The one-bond spin-spin coupling $^1J$ measures, in hertz, how strongly two directly bonded nuclei sense each other's spin through the electrons. It splits the lines of an NMR spectrum. Here it was computed for fluoroethene with density functional theory, from the response of the electrons to the nuclear magnetic moments at one fixed geometry. The spin-dipole term is included in every row. H4 and H5 sit on carbon C1, cis and trans to fluorine; H6 shares carbon C2 with the fluorine.

One-bond spin-spin couplings of C2H3F (SMILES C=CF) for the isotopes 13C, 19F and 1H, spin-dipole term included, computed with non-relativistic density functional theory in PySCF 2.14.0 with density fitting. All rows are for the gas phase at the same PBE0-D3(BJ)/def2-SVP geometry. Atoms are numbered in SMILES order, hydrogens last.

```tsv
functional	basis	exact exchange, long range (%)	1J(C1,C2) (Hz)	1J(C2,F3) (Hz)	1J(C1,H4) (Hz)	1J(C1,H5) (Hz)	1J(C2,H6) (Hz)
KT2	pcJ-1	0	72.8	-372.8	165.3	172.3	200.4
LDA	pcJ-1	0	71.0	-356.5	130.5	136.2	159.0
PBE	pcJ-1	0	85.8	-369.5	154.7	160.0	185.8
B3LYP	6-31G(d)	20	101.1	-243.4	171.4	171.8	194.2
B3LYP	aug-cc-pVTZ-J	20	91.8	-351.8	170.7	177.4	208.5
B3LYP	cc-pVTZ	20	106.4	-336.9	152.4	158.1	183.7
B3LYP	def2-TZVP	20	93.9	-373.0	160.7	166.5	195.5
B3LYP	pcJ-0	20	68.7	-430.7	149.4	153.5	179.5
B3LYP	pcJ-2	20	90.3	-347.4	169.0	175.1	205.6
B97-2	pcJ-1	21	91.7	-327.7	154.2	158.8	185.7
BHandHLYP	pcJ-1	50	112.0	-316.4	183.1	187.7	219.9
CAM-B3LYP	pcJ-1	65	95.1	-332.9	166.8	171.9	201.3
PBE0	pcJ-1	25	93.3	-342.8	160.2	165.1	193.2
```

## Two separate questions

The B3LYP rows change the basis set, and the pcJ-1 rows change the functional. For the basis, pcJ-2 serves as reference, because it is the largest set of its family here and aug-cc-pVTZ-J, also made for couplings, agrees with it within 5 Hz for all five bonds. For the functionals, PBE0 is only a zero mark. Closeness to it is not accuracy. No functional was run in both series, so the error of pcJ-1 itself is unknown, and B3LYP cannot be ranked among the other functionals.

## Why a good energy is not enough

Most of a C-H coupling is the contact term, which depends on the electron spin exactly at the nuclei. In PBE it supplies 153 of the 155 Hz of C1-H4. Of the functions centred on a nucleus, only the s functions are non-zero there, so the basis needs steep s functions that are free to adjust. Sets designed for energies are not built to provide them.

The hydrogen atom shows the danger in its simplest form. The best single Gaussian function gives about 85% of its energy, but only about a quarter of the electron density at the proton. The comparison covers the density alone. In a molecule the electrons must also respond to the nuclear spin, and the error can take either sign: cc-pVTZ makes C-H about 10% smaller than pcJ-2 does, but C-C 18% larger.

## One factor for three bonds

For a C-H bond the contact term can be sketched as

$$J_{\mathrm{CH}} \approx K\,\rho_{\mathrm C}\,\rho_{\mathrm H}\,R .$$

Here $K$ holds the nuclear constants, $\rho_{\mathrm C}$ and $\rho_{\mathrm H}$ are the densities of the bond's s electrons at the two nuclei, and $R$ measures how easily the bond's electron spins are polarised. A change of level alters $\rho_{\mathrm C}$, $\rho_{\mathrm H}$ and $R$ by some percentage each. If the three C-H bonds are similar enough, all three couplings are then multiplied by the same factor.

Take cc-pVTZ as an example. C1-H4 supplies the factor, and C2-H6 is then predicted from its pcJ-2 value:

$$205.6 \times \frac{152.4}{169.0} \approx 185.4\ \text{Hz}.$$

The calculation gives 183.7 Hz, a value that was not used in the estimate. The factor thus accounts for most of the 22 Hz by which this basis falls below pcJ-2.

The same test was made on ten rows, leaving out the two reference rows and 6-31G(d), the one small basis designed for energies. The typical miss for C2-H6 is about 1 Hz, against 3.5 Hz if all C-H couplings are instead shifted by equal amounts. For C1-H5 the two rules do equally well, each missing by about 1 Hz, so only C2-H6 favours the factor. The printed output after the text gives the test row by row.

Changing the functional also produces a common factor: BHandHLYP raises all three C-H couplings by about 14% over PBE0. The factor therefore does not reveal whether an error lies in the density at the nuclei or in the spin response. It does show what survives the error. The ratio of C2-H6 to C1-H4 stays between 1.20 and 1.22 in every row except 6-31G(d). A possible explanation for a ratio above one, not tested here, is that fluorine draws p character into its own bond, which leaves more s character, and so more density at the nucleus, for the neighbouring C-H bond.

## When one good value misleads

Judged by C1-H4 alone, 6-31G(d) looks excellent, only 2.4 Hz above pcJ-2. Yet its C2-H6 is 11 Hz too low and its C-F coupling is off by 104 Hz. The common factor fails here too, missing C2-H6 by 14 Hz. A likely reason, not tested here, is that its few s functions, fixed in proportions suited to free atoms, cannot adapt equally well to each bond.

A basis made for couplings can still be too small. With pcJ-0, C-F comes out 83 Hz more negative than with pcJ-2. The dipole moment, which hardly depends on steep s functions, is also about a tenth larger than with pcJ-2. The description of the bonding electrons is therefore poor as well, and steep functions do not repair that.

## The step between functionals

The cleanest test of exact exchange is the step from PBE to PBE0, which brings in 25% of it. The C-H couplings grow by 5 to 7 Hz, while C-F becomes 27 Hz less negative. Exact exchange generally makes electron spins easier to polarise, which fits the larger C-H values. C-F also changes in the positive direction, but since it is negative, its size shrinks. From PBE to BHandHLYP, where the separate terms are known, C-F moves the same way, and the contact term accounts for the change. Contributions of opposite sign to that term, from the bond and the fluorine lone pairs, may be the reason, but that is a guess.

The share of exact exchange is not a dial that sets the couplings. For CAM-B3LYP the 65% in the table applies only at large distances between electrons, so it cannot be compared directly with the other shares. B97-2, with 21%, gives nearly the same C-H values as PBE with none. The rest of the functional matters as much: among the three functionals without exact exchange, C1-H4 runs from 130.5 Hz in LDA to 165.3 Hz in KT2.

## What to choose

**To find the hydrogen next to fluorine**, any level in the table will do. C2-H6 is the largest C-H coupling in every row, by more than 20 Hz.

**To tell H4 from H5** by their one-bond couplings, avoid 6-31G(d), which shrinks the difference to 0.4 Hz. All other rows make C1-H5 larger by 4 to 7 Hz. Compare the two couplings within one level, because a change of functional can move both by far more than that. Molecular vibration, left out here, typically changes a C-H coupling by a few hertz. Much of that should be common to H4 and H5, but the margin is still modest. The three-bond couplings to fluorine separate the two far better: in PBE they are 19 Hz for H4 and 48 Hz for H5. Even the B3LYP runs with basis sets not made for couplings keep the two clearly apart: 7 and 29 Hz with 6-31G(d), 19 and 42 Hz with cc-pVTZ, 18 and 44 Hz with def2-TZVP. The values themselves deserve more caution. In the data makers' tests on other systems, such sets could put contact terms far off and make small or long-range couplings artefacts.

**For absolute values**, start with pcJ-2 or aug-cc-pVTZ-J. After that the functional is the larger uncertainty: C-F spans 56 Hz across the functionals, but differs by only 4 Hz between these two basis sets. The table cannot say which functional is best; that takes measured couplings. Couplings to fluorine are a known weak spot of density functionals, so C-F needs this check most. A correction found for C-H bonds should not be carried over to C-C or C-F. Nor should the contact term be computed alone to save time, since in PBE the other terms add about −22 Hz to C-F.

**As for cost**, aug-cc-pVTZ-J has roughly one and a half times as many functions as cc-pVTZ. If the work grows with the cube of that number, it costs three to four times as much. Hybrids such as PBE0 add the work of exact exchange, but a larger share of it costs nothing extra. For ratios between the C-H couplings of this molecule, cc-pVTZ or def2-TZVP is enough; the dearer basis pays off when the hertz values themselves matter.

Numerical output:

```
Change from PBE0 (functional rows) or pcJ-2 (basis rows) and tests on C-H:
        row  CC Hz  CF Hz    H4 %    H5 %    H6 %  H5-H4 Hz  H6/H4  factor miss H6 Hz  shift miss H6 Hz
        KT2  -20.5    -30   3.184   4.361   3.727         7  1.212             -1.049              -2.1
        LDA  -22.3  -13.7  -18.54   -17.5   -17.7       5.7  1.218             -1.618               4.5
        PBE   -7.5  -26.7  -3.433  -3.089   -3.83       5.3  1.201              0.767               1.9
      B3LYP   10.8    104    1.42  -1.885  -5.545       0.4  1.133              14.32              13.8
      B3LYP    1.5   -4.4   1.006   1.314   1.411       6.7  1.221            -0.8318              -1.2
      B3LYP   16.1   10.5  -9.822  -9.709  -10.65       5.7  1.205              1.705               5.3
      B3LYP    3.6  -25.6  -4.911  -4.911  -4.912       5.8  1.217           0.002485               1.8
      B3LYP  -21.6  -83.3   -11.6  -12.34  -12.69       4.1  1.201              2.255               6.5
      B3LYP      0      0       0       0       0       6.1  1.217                  0                 0
      B97-2   -1.6   15.1  -3.745  -3.816  -3.882       4.6  1.204              0.264               1.5
  BHandHLYP   18.7   26.4   14.29   13.69   13.82       4.6  1.201             0.9172              -3.8
  CAM-B3LYP    1.8    9.9    4.12   4.119   4.193       5.1  1.207            -0.1404              -1.5
       PBE0      0      0       0       0       0       4.9  1.206                  0                 0
rms miss of C2-H6 by common factor, without references and 6-31G(d), Hz: 1.18
rms miss of C2-H6 by common shift, same rows, Hz: 3.496
rms miss of C1-H5 by common factor, same rows, Hz: 1.002
rms miss of C1-H5 by common shift, same rows, Hz: 1.002
miss of C1-H5 by common factor in 6-31G(d), Hz: 5.787
smallest H5-H4 difference without 6-31G(d), Hz: 4.1
largest H5-H4 difference without 6-31G(d), Hz: 7
smallest ratio H6/H4 without 6-31G(d): 1.201
largest ratio H6/H4 without 6-31G(d): 1.221
spread of C-F over functionals, Hz: 56.4
spread of C-F over basis sets, Hz: 187.3
spread of C1-H4 over functionals, Hz: 52.6
spread of C1-H4 over functionals without LDA, Hz: 28.9
C1-H4 in 6-31G(d) less pcJ-2, Hz: 2.4
C-C in cc-pVTZ against pcJ-2, %: 17.83
C-F change PBE to BHandHLYP, contact term, Hz: 55.05
C-F change PBE to BHandHLYP, total, Hz: 53.1
C1-H4 change PBE to BHandHLYP, contact term, Hz: 28.96
C1-H4 change PBE to BHandHLYP, total, Hz: 28.4
C-F in PBE, all terms but contact, Hz: -21.5
rough cost of aug-cc-pVTZ-J over cc-pVTZ, cubic scaling: 3.641
```
